# Kirkwood lower bound on the static polarisability: solution

## Part 1. Premises and conventions

**P1.** $N$ electrons (mass $m$, charge $-e$) move non-relativistically about a point nucleus clamped at the origin:
$$H_0=\sum_{i=1}^{N}\frac{\mathbf p_i^2}{2m}+V(\mathbf r_1,\dots,\mathbf r_N),$$
where $V$ is spin-free, rotationally invariant and local, that is, a multiplicative function of the coordinates. The nuclear attraction and the electron repulsion are of this kind.

**P2.** The state $|0\rangle$, of energy $E_0$, is an exact bound eigenstate with $L=0$. It is non-degenerate apart from the spin projection, which neither $H_0$ nor the field touches.

**P3.** Every state that the dipole operator connects to $|0\rangle$ lies above $E_0$ by at least a gap $\Delta_1>0$. For a ground state no level lies lower, and only the gap has to be verified.

**P4.** The field $\mathcal E\hat{\mathbf z}$ is static, uniform and weak. The polarisability $\alpha$ is defined by $E(\mathcal E)=E_0-\tfrac12\alpha\mathcal E^2+\dots$, and the polarisability volume is $\alpha'=\alpha/4\pi\varepsilon_0$.

Notation: $\mathbf R=\sum_i\mathbf r_i$, $D=R_z=\sum_i z_i$, $\Delta_n=E_n-E_0$, $D_{n0}=\langle n|D|0\rangle$. A sum $\sum_n'$ omits $n=0$ and includes the integral over the continuum. The Bohr radius and the hartree obey
$$\frac{e^2}{4\pi\varepsilon_0}=E_h a_0,\qquad \frac{\hbar^2}{m}=E_h a_0^2 .$$
In atomic units ($e=\hbar=m=4\pi\varepsilon_0=1$) $\alpha$ and $\alpha'$ are the same number, with $\alpha'$ in units of $a_0^3$.

## Part 2. Sum over states

An electron has potential energy $+e\mathcal E z$ in the field, so the perturbation is $H'=e\mathcal E D$. The clamped nucleus at the origin adds nothing.

The first-order energy is $e\mathcal E\langle 0|D|0\rangle$. An $L=0$ state is invariant under rotations, and a rotation by $\pi$ about the $x$ axis sends $D$ to $-D$. Hence $\langle D\rangle=-\langle D\rangle=0$.

Write the state as $|0\rangle+e\mathcal E|\phi_1\rangle+\dots$ with $\langle0|\phi_1\rangle=0$. The terms of the Schrödinger equation that are linear in $\mathcal E$ give
$$(H_0-E_0)|\phi_1\rangle=-D|0\rangle. \tag{1}$$
The quadratic terms, projected on $\langle0|$, give $E^{(2)}=e^2\mathcal E^2\langle0|D|\phi_1\rangle$. Projection of (1) on $\langle n|$ gives $\langle n|\phi_1\rangle=-D_{n0}/\Delta_n$. With $E^{(2)}=-\tfrac12\alpha\mathcal E^2$,
$$\alpha=-2e^2\langle0|D|\phi_1\rangle=2e^2{\sum_n}'\frac{|D_{n0}|^2}{\Delta_n}. \tag{2}$$

## Part 3. Oscillator strengths and three sums

Define the dimensionless oscillator strengths and their moments,
$$f_n=\frac{2m}{\hbar^2}\Delta_n|D_{n0}|^2,\qquad S(k)={\sum_n}'f_n\,\Delta_n^{\,k}. \tag{3}$$
By P3, $f_n\ge0$ for every $n$. The inequality of Part 4 rests on this sign.

**(a) $S(-2)$.** From (3), $|D_{n0}|^2/\Delta_n=(\hbar^2/2m)f_n/\Delta_n^2$, so (2) becomes
$$\alpha'=\frac{e^2}{4\pi\varepsilon_0}\frac{\hbar^2}{m}\,S(-2)=a_0^3E_h^2\,S(-2). \tag{4}$$

**(b) $S(-1)$.** The energy cancels from each term, and closure over the complete set gives
$$S(-1)=\frac{2m}{\hbar^2}{\sum_n}'|D_{n0}|^2=\frac{2m}{\hbar^2}\left(\langle D^2\rangle-\langle D\rangle^2\right)=\frac{2m}{\hbar^2}\langle D^2\rangle .$$
Rotations by $\pi/2$ exchange the axes and leave $|0\rangle$ unchanged, so $\langle R_x^2\rangle=\langle R_y^2\rangle=\langle R_z^2\rangle=\tfrac13\langle\mathbf R^2\rangle$. Therefore
$$S(-1)=\frac{2m}{3\hbar^2}\langle\mathbf R^2\rangle. \tag{5}$$

**(c) $S(0)$, the Thomas–Reiche–Kuhn sum.** Evaluate the expectation value of $[D,[H_0,D]]=2DH_0D-D^2H_0-H_0D^2$ in two ways.

First, let $H_0$ act on $|0\rangle$ or $\langle0|$ in the last two terms and insert closure:
$$\langle0|[D,[H_0,D]]|0\rangle=2\langle0|D(H_0-E_0)D|0\rangle=2{\sum_n}'\Delta_n|D_{n0}|^2=\frac{\hbar^2}{m}S(0).$$
Second, compute the commutators. Since $V$ is multiplicative, $[V,D]=0$. From $[z_i,p_{zj}]=i\hbar\delta_{ij}$ follows $[p_{zi}^2,z_j]=-2i\hbar\,p_{zi}\delta_{ij}$, so $[H_0,D]=-(i\hbar/m)P_z$ with $P_z=\sum_ip_{zi}$. Then $[D,P_z]=i\hbar N$ gives
$$[D,[H_0,D]]=-\frac{i\hbar}{m}\,i\hbar N=\frac{\hbar^2N}{m}.$$
The two results together give
$$S(0)=N. \tag{6}$$
The steps require that $D|0\rangle$ be normalisable and of finite energy. A bound state that decays exponentially meets this. The electron repulsion drops out of (6) altogether.

## Part 4. The inequality

For any real $\lambda$, each term of the following sum is non-negative because $f_n\ge0$:
$$Q(\lambda)={\sum_n}'f_n\left(\frac1{\Delta_n}-\lambda\right)^2=S(-2)-2\lambda S(-1)+\lambda^2S(0)\ \ge 0 .$$
The three sums converge: $S(0)=N$, and $S(-1)\le N/\Delta_1$, $S(-2)\le N/\Delta_1^2$ by P3. The minimum of $Q$ lies at $\lambda_0=S(-1)/S(0)$, where $Q(\lambda_0)=S(-2)-S(-1)^2/S(0)$. Hence
$$S(-2)\,S(0)\ \ge\ S(-1)^2, \tag{7}$$
which is the Cauchy–Schwarz inequality for the vectors $\sqrt{f_n}/\Delta_n$ and $\sqrt{f_n}$.

Insert (4), (5) and (6), and use $2m/\hbar^2=2/(E_ha_0^2)$:
$$\alpha'\ \ge\ a_0^3E_h^2\,\frac1N\left(\frac{2\langle\mathbf R^2\rangle}{3E_ha_0^2}\right)^2 ,$$
$$\boxed{\ \alpha'\ \ge\ \alpha'_K=\frac{4}{9Na_0}\Big\langle\Big(\sum_{i=1}^N\mathbf r_i\Big)^2\Big\rangle^2\ } \tag{8}$$
The dimension is length$^4$/length, a volume. In SI form, $\alpha\ge 4me^2\langle D^2\rangle^2/(N\hbar^2)$. The right side is a property of the unperturbed state alone.

**Equality and slack.** The weights $w_n=f_n/N$ are non-negative and sum to one, so they form a probability distribution. Let $u=1/\Delta$ have mean $\bar u=S(-1)/N$ and variance $\sigma_u^2=Q(\lambda_0)/N$ under it. Then $S(-2)=N(\bar u^2+\sigma_u^2)$ and
$$\frac{\alpha'}{\alpha'_K}=1+\frac{\sigma_u^2}{\bar u^2}. \tag{9}$$
Equality holds if and only if all the oscillator strength sits at one excitation energy. One electron in the well $\tfrac12m\omega^2r^2$ is such a case: $z$ connects the ground state only to the level at $\hbar\omega$, $\langle z^2\rangle=\hbar/2m\omega$, and the SI form gives $e^2/m\omega^2$, the exact value. The constant $4/9$ can therefore not be raised within P1 to P4. The bound may also be written $\alpha'_K=a_0^3N(E_h/\bar\Delta)^2$, the polarisability of $N$ oscillators at the single energy $\bar\Delta=S(0)/S(-1)$.

**The cross terms must be kept.** For indistinguishable electrons
$$\langle\mathbf R^2\rangle=N\langle r_1^2\rangle+N(N-1)\langle\mathbf r_1\cdot\mathbf r_2\rangle .$$
For a single determinant of spin-orbitals $|a\rangle$ of definite parity, the direct part of the second term vanishes because $\langle a|\mathbf r|a\rangle=0$, and exchange leaves $-\sum_{a\ne b}|\langle a|\mathbf r|b\rangle|^2\le0$. Where the cross term is negative, dropping it raises the right side of (8), and the proof no longer covers the expression.

## Part 5. The same bound from a variational principle

For any trial function $\phi$ of the symmetry of $D|0\rangle$ define
$$J[\phi]=\langle\phi|H_0-E_0|\phi\rangle+2\,\mathrm{Re}\langle\phi|D|0\rangle .$$
Put $\phi=\phi_1+\delta$. The terms linear in $\delta$ are $2\,\mathrm{Re}\langle\delta|(H_0-E_0)\phi_1+D\,0\rangle$, which vanish by (1). Also $\langle\phi_1|H_0-E_0|\phi_1\rangle=-\langle\phi_1|D|0\rangle$, so $J[\phi_1]=\langle\phi_1|D|0\rangle=-\alpha/2e^2$ by (2). Thus
$$J[\phi]=-\frac{\alpha}{2e^2}+\langle\delta|H_0-E_0|\delta\rangle\ \ge\ -\frac{\alpha}{2e^2},$$
where P3 makes the last term non-negative. Every trial function yields $\alpha\ge-2e^2J[\phi]$.

Take $|\phi\rangle=\mu D|0\rangle$ with real $\mu$. Part 3(c) gave $\langle0|D(H_0-E_0)D|0\rangle=\hbar^2N/2m$, so
$$J=\mu^2\frac{\hbar^2N}{2m}+2\mu\langle D^2\rangle,\qquad \mu_0=-\frac{2m\langle D^2\rangle}{\hbar^2N},\qquad J_{\min}=-\frac{2m\langle D^2\rangle^2}{\hbar^2N}.$$
Then $\alpha\ge4me^2\langle D^2\rangle^2/(N\hbar^2)$, which is (8). The bound is the best value available from the one-parameter response $\mu D|0\rangle$.

## Part 6. Hydrogenic ions

Atomic units are used in this part. With $N=1$, $V=-Z/r$,
$$\psi_0=\sqrt{Z^3/\pi}\,e^{-Zr},\qquad E_0=-\frac{Z^2}{2},\qquad \langle r^k\rangle=4Z^3\int_0^\infty r^{k+2}e^{-2Zr}dr=\frac{(k+2)!}{2\,(2Z)^k}.$$
So $\langle r^2\rangle=3/Z^2$ and $\langle r^3\rangle=15/2Z^3$. The operator $z$ connects $1s$ to $p$ states only, and the lowest is $2p$ at $\Delta_1=Z^2(\tfrac12-\tfrac18)=3Z^2/8$, so P3 holds.

**(a) The bound.** $S(0)=1$, $S(-1)=\tfrac23\langle r^2\rangle=2/Z^2$, and
$$\alpha'_K=\frac49\left(\frac{3}{Z^2}\right)^2=\frac{4}{Z^4}.$$
The single energy is $\bar\Delta=S(0)/S(-1)=Z^2/2$, which for a hydrogenic ion equals the ionisation energy.

**(b) The exact value.** Solve (1) with $\phi_1=g\psi_0$. Since $\nabla^2(g\psi_0)=\psi_0\nabla^2g+2\nabla g\cdot\nabla\psi_0+g\nabla^2\psi_0$, $(H_0-E_0)\psi_0=0$ and $\nabla\psi_0=-Z\hat{\mathbf r}\psi_0$, equation (1) reduces to
$$-\tfrac12\nabla^2g+Z\,\frac{\partial g}{\partial r}=-z .$$
Try $g=z(a+br)$. The needed derivatives are $\nabla^2z=0$, $\nabla^2(zr)=z\nabla^2r+2\nabla z\cdot\nabla r=2z/r+2z/r=4z/r$, $\partial_rz=z/r$ and $\partial_r(zr)=2z$. Then
$$(Za-2b)\frac zr+2Zb\,z=-z\quad\Rightarrow\quad b=-\frac1{2Z},\quad a=-\frac1{Z^2}.$$
The function $\phi_1=-z\left(1/Z^2+r/2Z\right)\psi_0$ is normalisable and orthogonal to $\psi_0$. It is the only such solution, because the difference of two would be annihilated by $H_0-E_0$ and hence be a multiple of $\psi_0$. From (2), with the angular average $\overline{z^2}=r^2/3$,
$$\alpha'=\frac23\left(\frac{\langle r^2\rangle}{Z^2}+\frac{\langle r^3\rangle}{2Z}\right)=\frac{2}{3Z^4}\left(3+\frac{15}{4}\right)=\frac{9}{2Z^4}.$$

**(c) An upper bound.** Since $1/\Delta_n\le1/\Delta_1$ and $f_n\ge0$, $S(-2)\le S(-1)/\Delta_1=16/3Z^4$. Altogether, in units of $a_0^3$,
$$\boxed{\ \frac{4}{Z^4}\ <\ \alpha'=\frac{9}{2Z^4}\ <\ \frac{16}{3Z^4}\ }\qquad \frac{\alpha'_K}{\alpha'}=\frac89 .$$
The lower bound falls short by $1/9$, or 11 %, for every $Z$. The ratio is independent of $Z$ because the substitution $r\to r/Z$ scales all lengths by $1/Z$ and all energies by $Z^2$, which leaves the $f_n$ unchanged.

**(d) Origin of the shortfall.** By (9), $\sigma_u^2/\bar u^2=1/8$, a relative spread $\sigma_u/\bar u=0.354$. The $2p$ line shows it. For $Z=1$, with $R_{10}=2e^{-r}$, $R_{21}=re^{-r/2}/2\sqrt6$ and the angular factor $1/\sqrt3$,
$$\langle2p_0|z|1s\rangle=\frac1{\sqrt3}\frac{1}{\sqrt6}\frac{4!}{(3/2)^5}=\frac{128\sqrt2}{243}=0.7449,\qquad f_{2p}=2\cdot\frac38\cdot\frac{2^{15}}{3^{10}}=0.4162 .$$
This weight sits at $u=8/3$, above the mean $\bar u=2$, and supplies $f_{2p}(8/3)^2=2.960$ of the total $9/2$, or 66 %. All bound lines have $\Delta_n<1/2$ and so $u>2$. The mean can equal 2 only because the continuum, where $u<2$, carries strength as well. In coordinate space, the trial response of Part 5 is $g=\mu_0z=-2z/Z^2$. It equals the exact $g$ at $r=2/Z$, is too large in magnitude inside that radius and too small outside it, where the weakly bound tail is distorted most.

## Part 7. Range of validity

**Field strength.** $\alpha$ is the leading coefficient of an asymptotic series, since any field allows tunnelling ionisation. The field must be small against $Z^3E_h/ea_0=5.14\times10^{11}Z^3$ V/m.

**State.** P3 fails for hydrogenic $2s$, which is degenerate with $2p$, and for any state with a dipole-allowed level below it, where some $f_n<0$. It holds for an excited S state that is the lowest level of its spin multiplicity and is separated by a gap from the P states of that multiplicity. Without rotational symmetry, a non-degenerate ground state of a molecule with clamped nuclei obeys the component form $\alpha'_{zz}\ge4(\langle D^2\rangle-\langle D\rangle^2)^2/Na_0$ for the electronic part, by the same steps with (5) left in its unaveraged form.

**Exact state, local potential.** The bound is rigorous with the exact $\langle\mathbf R^2\rangle$. A value from an approximate wave function enters squared and may push the right side above $\alpha'$. Non-local operators, such as Hartree–Fock exchange or non-local pseudopotentials, do not in general commute with $D$, so (6) is not guaranteed for their spectra.

**Many electrons.** The bound stays true and becomes weak when tightly bound shells are present. In a model with strength 1 at energy $\Delta$ and strength $N-1$ at much higher energies, $S(-2)\to1/\Delta^2$ and $S(-1)\to1/\Delta$ while $S(0)=N$, so $\alpha'_K/\alpha'\to1/N$.

**Nuclear mass $M$.** For one electron, separate the centre of mass. The relative coordinate moves with $\mu_r=mM/(m+M)$, and the perturbation $e\mathcal E(z_e-Zz_N)$ couples to it with the charge $q=e(M+Zm)/(M+m)$. Lengths scale as $m/\mu_r$ and energies as $\mu_r/m$, so the bound and the exact value are both multiplied by $(q/e)^2(m/\mu_r)^3\approx1+(2Z+1)m/M$. The ratio $8/9$ is unchanged. For H with a proton nucleus the factor is $1.00163$, which gives $4.007\,a_0^3$ and $4.507\,a_0^3$. For heavier ions, with the approximate $M\approx2Zm_p$, the increase is about $m/m_p$, or 0.05 %.

**Relativity.** The Dirac Hamiltonian is linear in $\mathbf p$, so $[H,z]$ contains no momentum and $[z,[H,z]]=0$. Negative-energy states carry $f_n<0$ and cancel the rest, and neither (6) nor (7) survives. The size of the effect follows from the Dirac ground state, whose radial probability density is $\propto r^{2\gamma}e^{-2Zr}$ with $\gamma=\sqrt{1-(\alpha_{\rm fs}Z)^2}$ and $\alpha_{\rm fs}$ the fine-structure constant. It gives $\langle r^2\rangle=(\gamma+1)(2\gamma+1)/2Z^2$, so $\langle r^2\rangle^2$ contracts by the fraction $\tfrac76(\alpha_{\rm fs}Z)^2$ in leading order. The leading correction to the polarisability itself, quoted here without derivation, is the factor $1-\tfrac{28}{27}(\alpha_{\rm fs}Z)^2$. It equals the shortfall $1/9$ at $Z\approx45$. There $(\alpha_{\rm fs}Z)^4\approx0.012$, so the neglected order could move the crossing by a few units of $Z$. Beyond it, $4a_0^3/Z^4$ is no lower bound for the real ion.

**Frequency and matter.** At frequency $\omega$ each term $f_n/\Delta_n^2$ becomes $f_n/(\Delta_n^2-\hbar^2\omega^2)$, which is larger for $\hbar\omega<\Delta_1$, so (8) also bounds $\alpha'(\omega)$ below the first line. In the Clausius–Mossotti relation $(\varepsilon_r-1)/(\varepsilon_r+2)=4\pi n\alpha'/3$ for number density $n$, $\varepsilon_r$ rises with $\alpha'$. The bound carries over to $\varepsilon_r$ only as far as that relation holds, with non-overlapping atoms that keep their free polarisability and feel the Lorentz local field.

## Part 8. Numerical illustration

The conversion factors are $a_0^3=0.148185$ Å$^3$ and $4\pi\varepsilon_0a_0^3=1.64878\times10^{-41}$ C$^2$ m$^2$ J$^{-1}$. The entries belong to the non-relativistic model with a clamped nucleus. The last column is the leading relativistic reduction $\tfrac{28}{27}(\alpha_{\rm fs}Z)^2$ that the model omits.

| ion | $Z$ | $\langle r^2\rangle/a_0^2$ | $\alpha'_K/a_0^3$ | $\alpha'/a_0^3$ | upper bound$/a_0^3$ | $\alpha'_K$/Å$^3$ | $\alpha'$/Å$^3$ | reduction |
|---|---|---|---|---|---|---|---|---|
| H | 1 | 3.00 | 4.00 | 4.50 | 5.33 | 0.593 | 0.667 | 0.0055 % |
| Li$^{2+}$ | 3 | 0.333 | 0.0494 | 0.0556 | 0.0658 | $7.32\times10^{-3}$ | $8.23\times10^{-3}$ | 0.050 % |
| Si$^{13+}$ | 14 | 0.0153 | $1.04\times10^{-4}$ | $1.17\times10^{-4}$ | $1.39\times10^{-4}$ | $1.54\times10^{-5}$ | $1.74\times10^{-5}$ | 1.1 % |

In SI units the H values are $\alpha_K=6.60\times10^{-41}$ and $\alpha=7.42\times10^{-41}$ C$^2$ m$^2$ J$^{-1}$. The mass factor of Part 7 alters the H row by about one unit in the third figure of the volumes in Å$^3$, and relativity reaches the third figure for Si$^{13+}$. Both are small against the 11 % between bound and exact value.

**The same result rescaled to a shallow donor.** In the single-valley effective-mass model of a neutral donor in GaAs, the envelope obeys $H_0=p^2/2m^*-e^2/4\pi\varepsilon_0\varepsilon_rr$ and, spanning many unit cells, feels the macroscopic field in the host. This is the $Z=1$ problem with length unit $a^*=a_0\varepsilon_rm/m^*$ and energy unit $E_h^*=E_h(m^*/m)/\varepsilon_r^2=e^2/4\pi\varepsilon_0\varepsilon_ra^*$. The unit of $\alpha$ is $e^2a^{*2}/E_h^*=4\pi\varepsilon_0\varepsilon_ra^{*3}$, so
$$\alpha'_K=4\,\varepsilon_ra^{*3},\qquad\alpha'=\tfrac92\,\varepsilon_ra^{*3}.$$
Take the approximate low-temperature inputs $m^*=0.067\,m$ and $\varepsilon_r=12.5$. Then $a^*=9.9$ nm, the binding energy is $E_h^*/2=5.8$ meV, and the field must stay well below $E_h^*/ea^*=12$ kV/cm. The model gives $\alpha'_K=4.8\times10^4$ nm$^3$ and $\alpha'=5.4\times10^4$ nm$^3$. For an assumed density $n_D=10^{14}$ cm$^{-3}$ of neutral donors, $n_D^{1/3}a^*=0.046$, so the donors are well separated, and their polarisation $n_D\alpha\mathcal E$ adds $\Delta\varepsilon_r=4\pi n_D\alpha'$ to the permittivity. This is $0.068$ in the model, against $0.060$ from the bound. These are the model's numbers: it omits band non-parabolicity, polaron and central-cell effects, and $\alpha'\propto\varepsilon_r^4/m^{*3}$ is sensitive to the inputs. An input $\varepsilon_r=12.9$ would raise both values by 13 %, more than their difference, while their ratio stays at $8/9$.